Working notes: the Crank–Nicolson step, its unitarity and its phase error

1. Premises and conventions

I use Hartree atomic units, ħ = mₑ = e = 4πε₀ = 1. Energies are in hartree (Eh), lengths in bohr, and times in ħ/Eh = 24.19 as. The step is Δt > 0, and I write τ = Δt/2.

P1. The state is a vector ψ of finite dimension N (grid values or coefficients in an orthonormal basis) and obeys i dψ/dt = Hψ.
P2. H is Hermitian in the inner product ⟨·|·⟩ that defines the norm. It then has real eigenvalues E_k and orthonormal eigenvectors φ_k.
P3. H does not depend on time or on ψ. I relax this in section 6.
P4. The linear system of each step is solved exactly.

"Error" here always means a departure from an exact solution. The time-step error is taken against exp(−iHt) for the same matrix H. The grid error is taken against the exact eigenvalues of the differential operator. I keep the two apart.

2. The step

Integrating P1 over one step gives an identity,

ψ(t+Δt) − ψ(t) = −i ∫ Hψ(s) ds, s from t to t+Δt.

The trapezoidal rule replaces the integral by τH[ψ(t) + ψ(t+Δt)]. With ψₙ the numerical state after n steps,

(1 + iτH) ψₙ₊₁ = (1 − iτH) ψₙ.   (1)

This is the scheme of Crank and Nicolson (1947), applied to the Schrödinger equation.

Solvability. For any ψ,

‖(1 + iτH)ψ‖² = ‖ψ‖² + iτ⟨ψ|Hψ⟩ − iτ⟨Hψ|ψ⟩ + τ²‖Hψ‖² = ‖ψ‖² + τ²‖Hψ‖²,   (2)

where the cross terms cancel by P2. The right side is at least ‖ψ‖², so A = 1 + iτH has no null vector, is invertible in finite dimension, and ‖A⁻¹‖ ≤ 1. Nothing restricts Δt. The one-step propagator is the Cayley transform

U = (1 + iτH)⁻¹(1 − iτH) = A⁻¹A†,   (3)

since A† = 1 − iτH for real τ and Hermitian H.

3. Unitarity

A and A† are polynomials in H, so AA† = A†A = 1 + τ²H². Multiplying AA† = A†A by A⁻¹ on both sides gives A†A⁻¹ = A⁻¹A†, so the order in (3) is immaterial. Then

U†U = [A (A†)⁻¹][A† A⁻¹] = A A⁻¹ = 1,   (4)

using U† = (A⁻¹A†)† = A(A†)⁻¹ in the first bracket and U = A†A⁻¹ in the second. A square matrix with U†U = 1 is unitary. Three consequences follow.

(a) Norms and mutual overlaps of all states propagated with the same U are conserved exactly, for any Δt. Orthonormal orbitals stay orthonormal.
(b) U is a function of H, so [U, H] = 0. The populations |⟨φ_k|ψₙ⟩|² and the mean of any function of H, the energy included, are constants.
(c) Reversing the step exchanges A and A†, so U(−Δt) = U(Δt)⁻¹. The scheme is time-reversible.

A second proof does not use commutation and shows what happens when P2 fails. With ψ_m = (ψₙ + ψₙ₊₁)/2, equation (1) reads ψₙ₊₁ − ψₙ = −iΔt Hψ_m. Since Re⟨a + b|a − b⟩ = ‖a‖² − ‖b‖²,

‖ψₙ₊₁‖² − ‖ψₙ‖² = 2 Re⟨ψ_m|ψₙ₊₁ − ψₙ⟩ = 2Δt Im⟨ψ_m|Hψ_m⟩.   (5)

This vanishes for Hermitian H. For H = H₀ − iW with Hermitian H₀ and W ≥ 0 (an absorber) it equals −2Δt⟨ψ_m|W|ψ_m⟩ ≤ 0, so the step never amplifies.

By (b) the moduli of all eigencomponents are exact. The whole time-step error must therefore sit in their phases.

4. Numerical energy

On an eigenvector, U φ_k = u(E_k) φ_k with u(E) = (1 − iτE)/(1 + iτE). In polar form 1 ± iτE = ρ exp(±iθ) with ρ = √(1 + τ²E²) and θ = arctan(τE) in (−π/2, π/2). The moduli cancel and u = exp(−2iθ). Writing u = exp(−iE_num Δt) defines

E_num(E) = (2/Δt) arctan(EΔt/2).   (6)

So Uⁿ = exp(−iH_num nΔt) exactly, with H_num = (1/τ) arctan(τH). The scheme is the exact propagator of another Hamiltonian with the same eigenvectors and a warped spectrum.

Properties of (6). It is odd in E and even in Δt. Its slope is

dE_num/dE = 1/(1 + τ²E²),   (7)

positive and at most one, so level order is kept and every spacing shrinks. The whole real axis is mapped into (−π/Δt, π/Δt), and the inverse is E = (2/Δt) tan(E_num Δt/2).

Expansion. With x = τE, arctan x = ∫₀ˣ ds/(1 + s²), and the geometric series gives x − x³/3 + x⁵/5 − … for |x| ≤ 1. Dividing by τ,

E_num = E − E³Δt²/12 + E⁵Δt⁴/80 − …,   |E| ≤ 2/Δt.   (8)

The cubic term is the leading correction, not the full one. It is however a bound for every E. For x ≥ 0, x − arctan x = ∫₀ˣ s²/(1 + s²) ds, and s² − s⁴ ≤ s²/(1 + s²) ≤ s², so

|E|³Δt²/12 − |E|⁵Δt⁴/80 ≤ |E − E_num| ≤ |E|³Δt²/12.   (9)

Each level is pulled toward zero. As a cross-check on sign and factor, with z = iEΔt the rational function (1 − z/2)/(1 + z/2) expands to 1 − z + z²/2 − z³/4 + …, against 1 − z + z²/2 − z³/6 + … for exp(−z). It is the [1/1] Padé approximant, and the difference −z³/12 = +i(EΔt)³/12 is what exp(−iE_numΔt) − exp(−iEΔt) gives from (8).

Error of the state. For ψ₀ = Σ c_k φ_k and T = nΔt, orthonormality and |exp(−iα) − exp(−iβ)|² = 4 sin²((α − β)/2) give

‖ψₙ − ψ(T)‖² = 4 Σ_k |c_k|² sin²[(E_k − E_num,k) T/2] ≤ (TΔt²/12)² ⟨H⁶⟩,   (10)

with |sin y| ≤ |y| and (9) in the last step, and ⟨H⁶⟩ = Σ|c_k|²E_k⁶. The bound is second order in Δt and linear in T. It depends on the energies that are populated, not on the largest eigenvalue of the matrix.

5. Transition energies and the energy zero

Observables see differences of phases. A weak kick, ψ₀ = exp(iκz)φ_a ≈ φ_a + iκ Σ_b z_ba φ_b, applied to a state φ_a without permanent dipole gives to first order in κ

⟨z⟩ₙ = 2κ Σ_b |z_ba|² Re[i exp(−iω_num,b tₙ)] = 2κ Σ_b |z_ba|² sin(ω_num,b tₙ),

with ω_num,b = E_num(E_b) − E_num(E_a). The amplitudes |z_ba|² are exact and the frequencies are displaced.

I let the energy zero be free. The exact propagator obeys exp(−iHΔt) = exp(−iεΔt) exp(−i(H − ε)Δt) for any constant ε, so ε is only a global phase. Equation (3) has no such property, because arctan is not linear. Applying (3) to H − ε and integrating (7) between the two levels, with E_b > E_a and ω = E_b − E_a,

ω_num(ε) = ∫ dE /[1 + τ²(E − ε)²],   E from E_a to E_b   (11)
 = (1/τ)[arctan τ(E_b − ε) − arctan τ(E_a − ε)].

The subtraction formula for the tangent gives a closed form,

ω_num = (1/τ) arctan{ τω /[1 + τ²(E_a − ε)(E_b − ε)] },   (12)

valid when the denominator is positive. When it is negative, π/τ must be added.

From (11), ω_num/ω is the average of a Lorentzian over the interval between the levels. Hence 0 < ω_num < ω: every line is red-shifted. To leading order, with α = E_a − ε and β = E_b − ε, equation (8) gives ω_num − ω = −(β³ − α³)Δt²/12 = −ω(α² + αβ + β²)Δt²/12. With the mean Ē = (E_a + E_b)/2 and m = Ē − ε one has α = m − ω/2 and β = m + ω/2, so α² + αβ + β² = 3m² + ω²/4, and

ω_num/ω = 1 − Δt²[(Ē − ε)²/4 + ω²/48] + O(Δt⁴).   (13)

The first term in the bracket is the expansion of the Lorentzian factor 1/[1 + τ²(Ē − ε)²] taken at the midpoint. That factor alone is adequate only when ω²/12 ≪ (Ē − ε)². It becomes exact for neighbouring levels, ω → 0. An example is the group velocity of a wave packet, dE_num/dk = (dE/dk)/[1 + τ²(E − ε)²]. For a line with ω comparable to |Ē − ε| or larger, the ω² term has to be kept, and it is all that remains at ε = Ē.

Best zero for one line. From (11), dω_num/dε = 1/(1 + τ²α²) − 1/(1 + τ²β²), which vanishes only at |α| = |β|, that is ε = Ē. Since ω_num is positive and tends to zero as ε → ±∞, this is the maximum:

ω_num(Ē) = (4/Δt) arctan(ωΔt/4) = ω − ω³Δt²/48 + ….   (14)

No choice of zero removes the shift.

Invertible zero. At ε = E_a the initial state does not rotate, and for every line of the kick spectrum ω_num = (2/Δt) arctan(ωΔt/2). The leading shift, −ω³Δt²/12, is four times that of (14), but the map no longer depends on anything except ω. The frequency axis can be corrected afterwards by

ω = (2/Δt) tan(ω_num Δt/2),   (15)

which is exact for all lines out of φ_a under P1 to P4. For any other ε the inversion needs E_a − ε as well.

Extrapolation. Since ω_num is even in Δt, [4ω_num(Δt/2) − ω_num(Δt)]/3 cancels the Δt² term. By (8) it leaves (β⁵ − α⁵)(Δt⁴/80)(4/16 − 1)/3 = −(β⁵ − α⁵)Δt⁴/320.

6. Range of validity

Unitarity needs P2 in the right inner product and nothing else about H.

Non-orthogonal basis. For iS dψ/dt = Hψ with fixed overlap S > 0 the step is U = (S + iτH)⁻¹(S − iτH). Substituting ψ = S^(−1/2)χ reduces it to (3) with the Hermitian matrix S^(−1/2)HS^(−1/2). Hence U†SU = S, and (6) holds for the generalised eigenvalues. A non-uniform grid is covered only if its difference operator is Hermitian with respect to the quadrature weights.

Inexact solves. If the solver leaves a residual vector of norm η in (1), the state is off by at most ‖A⁻¹‖η ≤ η, and so is its norm. After n steps the drift is at most nη. This drift monitors the solver and rounding. It says nothing about Δt, so a conserved norm is no evidence of accuracy.

Time-dependent H. Using the Hermitian H_m = H(t + Δt/2) in both factors keeps (4) and (5) step by step. Consequence (b) is lost, and there is no single E_num. To compare orders, expand H about the midpoint as H_m + sH′ + s²H″/2 and write the exact step as exp(Ω). The first Magnus term, −i∫H ds, gives −iΔtH_m − iΔt³H″/24. The second, −½∫ds₁∫ds₂ [H(s₁), H(s₂)] over s₂ < s₁, has commutator (s₂ − s₁)[H_m, H′] to lowest order, and the double integral of s₂ − s₁ is −Δt³/6, giving +Δt³[H_m, H′]/12. With Ω = −iΔtH_eff,

exact: H_eff = H_m + Δt²H″/24 + iΔt²[H_m, H′]/12 + O(Δt⁴),
scheme: H_eff = H_m − Δt²H_m³/12 + O(Δt⁴).   (16)

The scheme stays second order, with two further terms. If H is taken at the start of the step the result is still unitary but only first order. Using different Hamiltonians in the two factors, H(t+Δt) on the left and H(t) on the right, breaks (4) in general, since A† is then no longer the right-hand factor.

Self-consistent H. In time-dependent Hartree–Fock or Kohn–Sham theory H_m depends on the unknown orbitals. Any Hermitian approximation to it preserves orthonormality, provided all orbitals share one U. Reversibility requires the midpoint Hamiltonian to be iterated to convergence, exact energy conservation is not guaranteed, and the lines are response frequencies, so (11) to (15) serve only as an estimate. An orbital-dependent zero ε_i gives different U_i, and U_i†U_j is not a multiple of the identity, so orthogonality is no longer exact.

Accuracy. Equations (6), (9), (11) and (15) hold for any Δt. The truncated form (13) needs τ|E − ε| ≪ 1 for the two levels. By (8) and (9) the relative size of the next term for one level is at most (3/20)(E − ε)²Δt². A run of length T keeps the relative phase if |ω_num − ω|T ≪ 1. For a hydrogen-like ion all energies scale as Z², so at fixed relative shift Δt scales as Z⁻².

Cost. For a three-point radial grid A is tridiagonal. Each leading block of A is 1 + iτ times a Hermitian block, invertible by (2), so elimination without pivoting cannot break down, and a step costs O(N) per angular momentum.

7. The radial grid for hydrogen

Model: one non-relativistic electron, fixed point nucleus, no field. With ψ = [u(r)/r] Y_lm, r_j = jh, j = 1…N, and u₀ = u_{N+1} = 0,

(Hu)_j = −(u_{j+1} − 2u_j + u_{j−1})/(2h²) + [l(l+1)/(2r_j²) − 1/r_j] u_j.   (17)

The matrix is real and symmetric, so P2 holds with the weight h. The channels l = 0 and l = 1 are propagated separately with the same Δt and ε. Substitution into the differential equation shows that u = 2r e^(−r) has E = −1/2 and u = r² e^(−r/2)/√24 has E = −1/8, so the exact line of the model is 3/8 Eh = 10.204 eV.

1s level. On the half-infinite grid the trial u_j = j xʲ gives

(Hu)_j/u_j = −(x + 1/x − 2)/(2h²) + (1/j)[(1/x − x)/(2h²) − 1/h].

The 1/j term vanishes for 1/x − x = 2h, that is x = √(1 + h²) − h < 1, and then x + 1/x = 2√(1 + h²). The solution is nodeless and

E_1s(h) = −[√(1 + h²) − 1]/h² = −1/2 + h²/8 − ….   (18)

2p level. The second difference equals u″ + h²u⁗/12 + h⁴u⁽⁶⁾/360 + …, so the sampled exact function leaves the residual −h²u⁗/24 − h⁴u⁽⁶⁾/720. Its mean value is the first-order shift. For 1s, ∫u u⁗ dr = −3 reproduces the h²/8 of (18). For 2p, u⁗ = (r²/16 − r + 3)e^(−r/2)/√24, so ∫u u⁗ dr = 1/16, and likewise ∫u u⁽⁶⁾ dr = 5/64. The part of u⁗ orthogonal to u is g = (3 − r)e^(−r/2)/√24. One verifies (H − E)δ = g for δ = −2r² ln r e^(−r/2)/√24, and ∫gδ dr = 1/6, so the second-order shift is −(h²/24)²/6. Collecting −1/9216 − 1/3456 = −11/27648,

E_2p(h) = −1/8 − h²/384 − 11h⁴/27648 − ….   (19)

I take h = 0.15 bohr and N = 200, with the wall at 30.15 bohr. The h⁴ term of (19) is −2.0×10⁻⁷ Eh, and the 2p density at the wall, u² = 2.8×10⁻⁹ bohr⁻¹, is too small to affect six decimals. The lowest eigenvalues of the two matrices are

E_1s = −0.497219 Eh, E_2p = −0.125059 Eh, ω = 0.372160 Eh = 10.127 eV, Ē = −0.311139 Eh.

The grid error of the line is −2.84×10⁻³ Eh = −77 meV, close to the leading term −49h²/384 = −2.87×10⁻³ Eh of (18) and (19).

8. Numbers at Δt = 0.1

The step is 2.42 as, and one period 2π/ω = 16.88 holds 169 steps. With the zero at the ionisation threshold (ε = 0), equation (6) gives

E_num(1s) = −0.497116 Eh, raised by 1.024×10⁻⁴ Eh,
E_num(2p) = −0.125057 Eh, raised by 1.630×10⁻⁶ Eh,
ω_num = 0.372059 Eh = 10.124 eV, Δω = ω_num − ω = −1.008×10⁻⁴ Eh.

Almost all of the shift comes from the deeper level. The table gives Δω in meV for four zeros, from the exact (11), from the leading order (13), and from the midpoint Lorentzian alone. The last column is the phase lag |Δω|T in rad after T = 1000 (24.19 fs, 10⁴ steps).

ε          exact      (13)      Lorentzian   lag
0          −2.742     −2.743    −2.450       0.101
Ē          −0.2922    −0.2922   0            0.0107
E_1s       −1.169     −1.169    −0.877       0.0429
+1 Eh      −43.6      −43.8     −43.3        1.60

Reading of the table. Equation (13) follows the exact shift in all rows. The Lorentzian alone recovers 0.894 of it at ε = 0, three quarters at ε = E_1s and none at ε = Ē, and it is good only when the offset is large against ω. Centring the zero reduces the shift by a factor 9.4. A constant of 1 Eh subtracted from the potential, which changes nothing physical, multiplies it by 16. At ε = 0 the lag reaches one radian after 9.92×10³ time units, or 240 fs. For T = 1000 the Fourier resolution 2π/T is 171 meV, so the shift is far inside the line width and shows only in a fitted peak position or in the phase. To hold the line to 1 meV, equation (13) asks for Δt ≤ 0.060 at ε = 0 and Δt ≤ 0.185 at ε = Ē. At ε = E_1s the propagated line is 0.372117 Eh, and (15) returns 0.372160 Eh. At ε = 0 the extrapolation from Δt = 0.1 and 0.05 leaves −9.5×10⁻⁹ Eh.

Dependence on the grid. With the exact levels −1/2 and −1/8 the bracket in (13) at ε = 0 is 7/256, so the leading relative shift is −2.734×10⁻⁴. Equation (11) gives ω_num = 0.3748975 Eh and Δω = −1.025×10⁻⁴ Eh = −2.789 meV. The time-step shift thus changes little with h. The grid error at h = 0.15 has the same sign and is 28 times larger than the shift at ε = 0. Equating leading terms, 49h²/384 = (3/8)(7/256)Δt², gives h² = (9/112)Δt², or h = 0.028 bohr for Δt = 0.1. On any coarser three-point grid, the time-step shift is visible only against the eigenvalues of the same matrix.

Top of the spectrum. The three-point kinetic operator reaches 2/h² = 88.9 Eh, which sets the scale of the largest eigenvalues. There τE = 4.44, outside the radius 2/Δt = 20 Eh of series (8), and (6) gives E_num = 27.0 Eh, below the ceiling π/Δt = 31.4 Eh. Such components have wrong phases but fixed moduli, and under P3 they do not mix with the bound levels. The condition number of A is about √(1 + τ²E²) = 4.6. For contrast, the explicit leapfrog step ψₙ₊₁ = ψₙ₋₁ − 2iΔtHψₙ has amplification factors −iEΔt ± √(1 − E²Δt²), which stay on the unit circle only for |E|Δt ≤ 1, here Δt ≲ 0.011. An electron at E = 2 Eh moves at 0.990 of its group velocity on the grid, by (7).

Weak resonant drive. For a coupling V cos ωt between the two levels, the extra terms of (16) have sizes ω²Δt²/24 = 5.8×10⁻⁵ and ω²Δt²/12 = 1.2×10⁻⁴ relative to V. The part of H_m³Δt²/12 linear in V has the 1s–2p element V(α² + αβ + β²)Δt²/12, of relative size 2.7×10⁻⁴ at ε = 0, the same as the relative line shift. All three are of one order, so none may be dropped when the coupling strength is wanted at that level.

Physics left out of the model. The finite proton mass scales the line by 1/(1 + mₑ/m_p), a change of −5.6 meV, twice the time-step shift at ε = 0. The leading relativistic correction lowers the 1s level by α_fs²/8 Eh = 0.18 meV, with α_fs the fine-structure constant, which is comparable to the shift at ε = Ē. The numbers above are therefore the model's. For this fixed-nucleus grid Hamiltonian, Crank–Nicolson at Δt = 0.1 conserves the norm exactly and places the 1s–2p line 2.74 meV low with the zero at threshold and 0.29 meV low with the zero midway between the levels, on top of a grid error of −77 meV.